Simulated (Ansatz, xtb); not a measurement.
**Relative energy of two conformers of C2H4AlF**

Structure a is `C=[CH][AlH][F]`, a singlet and structure b is `C=[CH][AlH][F]`, a singlet. Both are isolated molecules in the gas phase, relaxed with B3LYP-D3(BJ)/def2-SVP.

a (Å):

```tsv
atom	x (Å)	y (Å)	z (Å)
C	-0.6430	0.3172	3.7543
C	-0.1183	-0.3487	2.7088
Al	-1.0812	-1.7947	1.8556
F	-2.5841	-2.1554	2.4934
H	-0.1184	1.1406	4.2568
H	-1.6307	0.0694	4.1619
H	0.8778	-0.0317	2.3673
H	-0.5955	-2.6590	0.6309
```

b (Å):

| atom | x (Å) | y (Å) | z (Å) |
| --- | --- | --- | --- |
| C | -0.1219 | 0.7012 | 0.3987 |
| C | 1.1595 | 0.9497 | 0.0713 |
| Al | -0.9313 | -0.9668 | -0.1479 |
| F | -2.5191 | -1.2994 | 0.2480 |
| H | -0.6528 | 1.4737 | 0.9714 |
| H | 1.7645 | 0.2327 | -0.4998 |
| H | 1.6779 | 1.8762 | 0.3512 |
| H | -0.1412 | -2.0549 | -0.9706 |

Energies in hartree; the thermal terms are from B3LYP-D3(BJ)/def2-SVP harmonic frequencies (ideal gas, rigid rotor, one conformer each, 298.15 K, 1 atm) and include the zero-point energy:

|  | a | b |
| --- | --- | --- |
| E, CCSD(T)/def2-TZVP | −420.250054 | −420.250818 |
| zero-point energy | 0.051147 | 0.051068 |
| H(298 K) − E | 0.057667 | 0.057644 |
| G(298 K) − E | 0.022334 | 0.022215 |

Task: Work out ΔE, ΔE₀, ΔH and ΔG for a → b in kJ/mol (1 Eh = 2625.50 kJ/mol) and the equilibrium ratio [b]/[a].

Result: 1. ΔE = −420.250818 − (−420.250054) = −0.000764 Eh = −2.01 kJ/mol.
2. ΔE₀ = ΔE + ΔZPE = −0.000764 + (−0.000079) Eh = −2.21 kJ/mol.
3. ΔH = ΔE + (−0.000023) Eh = −2.07 kJ/mol.
4. ΔG = ΔE + (−0.000119) Eh = −2.32 kJ/mol, so ΔS = (ΔH − ΔG)/T = +0.8 J/(mol K).
5. kT = 0.9442 mEh, so K = [b]/[a] = exp(−ΔG/kT) = exp(+0.94) ≈ 2.5.

The two are too close for this level to say which is favoured. An error of 4 kJ/mol in ΔG would change K by a factor of 5. Mirror images and further conformers aren't counted.

Other levels gave ΔE = −1.1 (B3LYP-D3(BJ)/def2-SVP); −1.7 (HF/def2-TZVP); −2.3 (MP2/def2-TZVP) kJ/mol. The correlated steps freeze 8 core orbitals. Programs: Ansatz 0.2.0.

The two structures are planar rotamers about the Al–C bond: fluorine lies syn to the C=C bond in a and anti to it in b, where the hydride takes the syn position. Both arrangements let the vinyl π system overlap with the formally empty p orbital on aluminium, which also accepts density from the fluorine lone pairs. This conjugation is therefore largely common to both and cancels in the difference. What remains is probably a weak through-space effect, with the fluorine lone pairs facing the π density and terminal CH2 group in a but pointing away from them in b. Hartree–Fock already gives most of the coupled-cluster gap, which suggests that electrostatics and exchange repulsion matter more here than correlation. The thermal terms barely alter the balance, as expected for rotamers with the same bonds and similar vibrations. The computed ratio describes isolated monomers and can't be carried over to condensed phases, where electron-deficient aluminium centres readily associate through fluoride or hydride bridges.
